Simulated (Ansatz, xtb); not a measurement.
Ligand exchange: C3H7FO + C2H8OSi2 → C3H8O2 + C2H7FSi2

Species: C3H7FO `CC(O)CF`, singlet; C2H8OSi2 `C=C[SiH2][SiH2]O`, singlet; C3H8O2 `CC(O)CO`, singlet; C2H7FSi2 `C=C[SiH2][SiH2]F`, singlet. The partners trade F for OH: C–F and Si–OH bonds give way to C–OH and Si–F.

Shapes, held fixed at every level: PBE0-D4/def2-TZVP. Flexible molecules stand in one conformer, not always the lowest. Programs: Ansatz 0.2.0, xtb 6.7.1. Electronic energies: no zero-point or thermal term.

(1) Estimate ΔE of this reaction.

Results:

(1) The highest level, CCSD(T)/CBS estimate, gives ΔE = -47.1 kJ/mol; the levels span -47.7 to -0.3. The column of differences is taken from that level and isn't an error. No measured value is set beside it here. The CBS estimate extrapolates MP2 from def2-TZVPP and def2-QZVPP and adds CCSD(T) − MP2 in the triple-zeta set, cores frozen. Times are processor times on shared x86 and Arm servers, and rough.

| level | kind | ΔE (kJ/mol) | less CCSD(T)/CBS estimate | CPU time (sum over the molecules) |
| --- | --- | --- | --- | --- |
| GFN1-xTB | semi-empirical | -0.3 | +46.8 | 0.14 s |
| PBE-D4/def2-TZVPP | GGA | -40.9 | +6.2 | 46 s |
| r2SCAN-D4/def2-TZVPP | meta-GGA | -41.3 | +5.8 | 82 s |
| B3LYP-D4/def2-TZVPP | global hybrid | -42.0 | +5.1 | 85 s |
| PBE0-D4/def2-TZVPP | global hybrid | -42.6 | +4.5 | 55 s |
| wB97X-V/def2-TZVPP | range-separated hybrid | -42.9 | +4.2 | 2.3 min |
| B2PLYP/def2-TZVPP | double hybrid | -44.6 | +2.5 | 1.7 min |
| MP2/def2-TZVPP | perturbation theory | -47.7 | -0.6 | – |
| CCSD(T)/CBS estimate | coupled cluster or CI | -47.1 | 0.0 | 60 min |

The exchange is clearly exothermic at every level except GFN1-xTB, which makes it almost thermoneutral: fluorine prefers silicon and hydroxyl is left to carbon. Both groups bind more strongly to silicon than to carbon, so the energy reflects the difference between two preferences. Fluorine gains more because it is the more electronegative, and the electropositive silicon gives it a strongly ionic attraction that carbon can't match. Hydrogen bonding within the diol, probably stronger than the O–H···F contact in the fluoroalcohol, may add to the driving force.

The density functionals all fall short of the coupled-cluster value of -47.1 kJ/mol, but by only 2.5 to 6.2 kJ/mol, so the direction doesn't hinge on the choice among them. MP2 lies closest, though its smaller basis means that errors in basis and correlation may partly cancel. The near-zero GFN1-xTB result probably reflects an imbalance in its parametrised description of the polar bonds to silicon and carbon. The reaction energy doesn't show whether the exchange is kinetically accessible.
